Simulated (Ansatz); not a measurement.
## PF3 (SMILES FP(F)F): the energy, rung by rung

The species is PF3 (4 atoms), meant as a singlet with charge 0. As SMILES, `FP(F)F`. The shape was relaxed beforehand at B3LYP/def2-SVP.

Each level gives the adiabatic ionisation energy (to the doublet cation, shapes relaxed at B3LYP/def2-SVP, no zero-point term) (eV). The values are calculated.

```tsv
level	kind	program	value (eV)	CPU time (all runs)
HF/def2-TZVPP	Hartree–Fock	Ansatz	10.26	3.4 s
BLYP/def2-TZVPP	GGA	Ansatz	11.09	5 s
PBE/def2-TZVPP	GGA	Ansatz	11.06	4.5 s
r2SCAN/def2-TZVPP	meta-GGA	Ansatz	10.97	10 s
B3LYP/def2-TZVPP	global hybrid	Ansatz	11.32	6.5 s
wB97M-V/def2-TZVPP	range-separated hybrid	Ansatz	11.33	19 s
B2PLYP/def2-TZVPP	double hybrid	Ansatz	11.18	11 s
RPA@PBE/def2-TZVPP	RPA	Ansatz	11.39	11 s
MP2/def2-TZVPP	perturbation theory	Ansatz	11.06	5.2 s
```

The values span 10.26 to 11.39 eV. CPU times are rough (shared hosts, several kinds of processor): they show what a rung costs within a factor of a few.

Hartree–Fock stands apart at 10.26 eV, while every level that includes correlation falls between 10.97 and 11.39 eV. Ionisation removes an electron from the phosphorus lone pair, which has some P–F antibonding character. The neutral molecule therefore loses an electron pair and its correlation energy, and a mean-field treatment without that energy makes the cation too cheap to form. MP2 recovers much of the difference, at 11.06 eV.

Among the density functionals, the two hybrids lie above the three semilocal ones, but the order does not simply follow the share of exact exchange: B2PLYP falls back to 11.18 eV, and Hartree–Fock is lowest of all. The balance between exchange and correlation probably matters more than either part alone. The match between PBE and MP2 is thus better read as coincidence than as mutual confirmation.

Losing the lone-pair electron should flatten the pyramid and shorten the P–F bonds, so these adiabatic energies should not be equated with the maximum of the first photoelectron band, which lies nearer the vertical energy.
